## Why tin gains so little from more neighbours

At a fixed bond length, an atom with $Z$ equal neighbours gains binding in proportion to $\sqrt{Z}$ but pays repulsion in proportion to $Z$. The square root arises because the valence electrons are shared among all the bonds. Let $h$ be the strength with which an electron hops to one neighbour. A hop out and back contributes $h^2$, and $Z$ neighbours together give the band of levels a mean square width of $Zh^2$. The binding follows the width itself, $\sqrt{Z}\,h$, whereas the repulsion acts pair by pair and simply adds up.

Which side wins depends on how fast each part dies away with the neighbour distance $d$. For an element bonded by s and p electrons, assume that the repulsion falls off as the square of $h$. With constants $A$ and $B$ for the strengths of repulsion and binding, the energy per atom is then

$$E = A\,Z\,h(d)^2 - B\sqrt{Z}\,h(d) = A x^2 - B x, \qquad x=\sqrt{Z}\,h(d).$$

The neighbour number and the distance enter only through the single quantity $x$. The lowest energy lies at $x=B/2A$ and equals $-B^2/4A$, whatever the value of $Z$. This exact balance rests on the assumed square: a repulsion that fell off faster would favour many neighbours, and one that fell off more slowly would favour few.

This result makes two statements about structures of the same element. Their energies should be nearly equal, however many neighbours each atom has. Their bond lengths should differ, because an atom with fewer neighbours needs a larger $h$ to reach the same $x$, and $h$ grows only when the atoms move closer together. A few short, strong bonds are then worth as much as many long, weak ones.

Tin in six structures, computed with Ansatz 0.2.0 using PBEsol, plane waves (cutoff 420 eV) and scalar-relativistic PAW, without spin polarisation. Energies are extrapolated to zero smearing from Fermi-Dirac occupations (width 0.1 eV) and count from the lowest structure listed. Volumes come from Birch-Murnaghan fits to seven uniform scalings of each cell.

| structure | space group of the relaxed cell | neighbours within 15 % of the shortest distance | k mesh | energy above lowest (meV/atom) | neighbour distance (Å) | volume per atom (Å³) |
| --- | --- | --- | --- | --- | --- | --- |
| beta-Sn | I4_1/amd | 6 | 19×19×13 | 0 | 3.030 | 26.87 |
| hcp | P6_3/mmc | 12 | 12×12×7 | 32 | 3.315 | 26.18 |
| dhcp | P6_3/mmc | 12 | 12×12×4 | 32 | 3.326 | 26.43 |
| bcc | Im-3m | 8 | 13×13×13 | 32 | 3.235 | 26.19 |
| omega (AlB2-type) | P6/mmm | 14 | 8×8×11 | 46 | 3.235 | 26.55 |
| simple cubic | Pm-3m | 6 | 12×12×12 | 57 | 3.029 | 27.91 |

### Bond length makes up for neighbour number

The density-functional results follow this pattern to a good approximation. The six structures span 57 meV per atom, about 2 % of tin's cohesive energy if that is taken as roughly 3 eV, a recalled round figure. Within this narrow span the number of neighbours doesn't set the order. The two structures with six neighbours, beta-Sn and simple cubic, stand at opposite ends of the energy scale.

The change in bond length shows best between hcp and simple cubic, where the number of neighbours halves. Suppose first that tin atoms were rigid balls that kept their hcp distance of 3.315 Å. A simple cubic crystal has one atom per cube, and the edge of the cube is the neighbour distance, so its volume per atom would be

$$V = d^3 = (3.315\ \text{Å})^3 \approx 36.4\ \text{Å}^3 .$$

Compared with the 26.18 Å$^3$ of hcp, this is a growth of 39 %.

The calculation gives simple cubic tin a growth of only 7 %. Its bonds are 9 % shorter than those of hcp, and this shortening removes most of the empty space that the open structure would otherwise contain. The estimate used only the hcp distance, so the computed simple cubic volume is an independent comparison, and it rules out rigid balls. The energy formula predicts the direction of the change; its size would require knowing how steeply $h$ falls with distance.

For the energy, the formula holds only roughly. It puts hcp and simple cubic level, whereas the calculation places simple cubic 25 meV per atom higher. That is small beside the total binding but large beside the differences that decide between structures. If the repulsion does fall off roughly as the square of $h$, the trade between neighbour number and bond length explains why the energies are close. Something finer must set their order.

### Same neighbours, different energy

Beta-Sn and simple cubic show most clearly what the counting leaves out. In both, the shortest distance is 3.03 Å and six neighbours are counted. In beta-Sn two of the six lie about 0.1 Å farther out than the other four, which gives it no advantage in bond length. Yet beta-Sn is the lowest of the six structures and simple cubic the highest.

Beta-Sn is also the denser of the two, and density might seem to be the reason. The same set of calculations includes a beta-Sn crystal stretched by 4 % in volume, to 27.9 Å$^3$ per atom, which is practically the volume of simple cubic. Simple cubic still lies 49 meV per atom above it. The stretched crystal was only scaled, and letting it relax at that volume could only widen the gap. Most of the difference therefore comes from the way the atoms are arranged.

The arrangements are indeed unlike. In simple cubic the bonds run along straight lines that cross at right angles. Beta-Sn can be pictured as the diamond structure squashed along one axis: four bonds form a flattened tetrahedron, and two more atoms have moved in along the axis. The count of six also stops short of four further atoms in beta-Sn at about 3.8 Å, a distance at which simple cubic has none. Electrons that hop around such different networks interfere differently, even when the single hops are equally strong.

Theory says how this can change the energy. The hops to the neighbours and back fix the width of the band, while longer closed paths through the crystal fix its shape. Suppose the arrangement thins out the levels around the Fermi energy, up to which the band is filled. Levels just below it are pushed down and levels just above it are pushed up. Only the lower ones hold electrons, so the crystal gains energy.

The calculation offers a clue that this happens in beta-Sn. Its occupations are smeared over about 0.1 eV, and the electronic entropy that results comes from levels close to the Fermi energy. Expressed as an energy, this entropy term is 15 meV per atom in beta-Sn and 21 to 23 meV in the other five structures. Beta-Sn thus appears to have about a third fewer levels in that region.

This clue supports the explanation but does not establish it. The entropy term marks out beta-Sn, yet it doesn't put the other structures in order: omega and dhcp have almost the same value, although omega lies 14 meV per atom higher. Thinning near the Fermi energy is only one feature of a band, and the energy depends on all the filled levels. That the thinning in beta-Sn is a remnant of the bonding in diamond-structure tin is a plausible guess, which the table can't test because that structure is not in it.

### The tie and the odd row

Hcp, dhcp and bcc all stand at 32 meV per atom. The eight neighbours listed for bcc make it look more open than it is, since six more atoms lie only 15.5 % farther away, just beyond the limit used for counting. All three are therefore densely surrounded, and the balance of binding and repulsion leaves little to choose between them.

Their order shouldn't be read from the table. When each crystal is compressed to 0.88 of its starting volume, hcp lies 9 meV per atom below bcc; when each is expanded to 1.08, it lies 3 meV above. This looks like a change of order, but it comes from the starting volumes. The bcc cell began slightly smaller, so it ends up squeezed a little more, or stretched a little less, than hcp. At equal volume the two stay almost level. Hcp also keeps a difference in stress between its plane and its axis, and a cell free to change shape would lower its energy by an unknown amount. The meshes of k points differ between rows and their convergence was not tested. Spin-orbit coupling and zero-point motion, both left out of these energies, could also shift differences of a few meV, as could the use of PAW datasets made for PBE with the PBEsol functional.

Omega seems to break the pattern, with the most neighbours and yet an energy of 46 meV per atom. The printed count of 14 describes only one of the three atoms in its cell. The other two have 11 neighbours each and a shortest contact of 3.07 Å, well below the printed distance. The average is 12 neighbours, so omega belongs with the dense structures.

Its higher energy is less certain than that of the other rows. The stress within the hexagonal plane and the stress along the axis still differ by 3 GPa, twice the difference left in hcp. A cell free to adjust its shape would relieve this and lower the energy, so as far as cell shape goes, 46 meV is an upper bound for omega. How much of its 14 meV above the other dense structures would then remain is not known, and the table gives no firm reason to treat omega as an exception.

The differences and ratios used here are listed in the output after this section. For judging another structure of tin, they suggest a working order. First let the bonds shorten or lengthen with the number of neighbours, counted for every atom in the cell, and expect an open structure to take up less volume than rigid balls would need. Then look at how the neighbours are arranged, because two structures with the same count and the same shortest bond can still differ by more than 50 meV per atom. Treat a difference of a few meV as a tie until the cell shape and the k mesh have been checked.

The analysis program printed:

```
Energy and electronic entropy term:
                row  meV per atom  entropy term in meV per atom
            beta-Sn             0                         15.02
                hcp            32                         22.35
               dhcp            32                         21.18
                bcc            32                         21.64
  omega (AlB2-type)            46                         21.24
       simple cubic            57                         23.27
Simple cubic above hcp in energy, meV per atom: 25
Bond shortening from hcp to simple cubic, percent: 8.627
Volume growth from hcp to simple cubic, percent: 6.608
Simple cubic volume if it kept the hcp bond length, cubic angstrom per atom: 36.43
Volume growth if the bond length were kept, percent: 39.15
Whole energy spread as a share of the cohesive energy, percent: 1.839
Volume of simple cubic less that of beta-Sn, cubic angstrom per atom: 1.04
Volume of beta-Sn stretched by 4 percent, cubic angstrom per atom: 27.94
Simple cubic above beta-Sn stretched by 4 percent, meV per atom: 49.35
Entropy term of beta-Sn over mean of the other five: 0.6847
Hcp less bcc in energy at 0.88 of the volume, meV per atom: -9.41
Hcp less bcc in energy at 1.08 of the volume, meV per atom: 3.37
Two further neighbours in beta-Sn, angstrom: 3.145
Next six neighbours in bcc, angstrom: 3.735
Out-of-plane neighbours in hcp, angstrom: 3.356
Shortest contact in omega, angstrom: 3.066
Mean neighbour count in omega over its three atoms: 12
In-plane less axial stress in omega, GPa: 3.056
In-plane less axial stress in hcp, GPa: 1.516
```
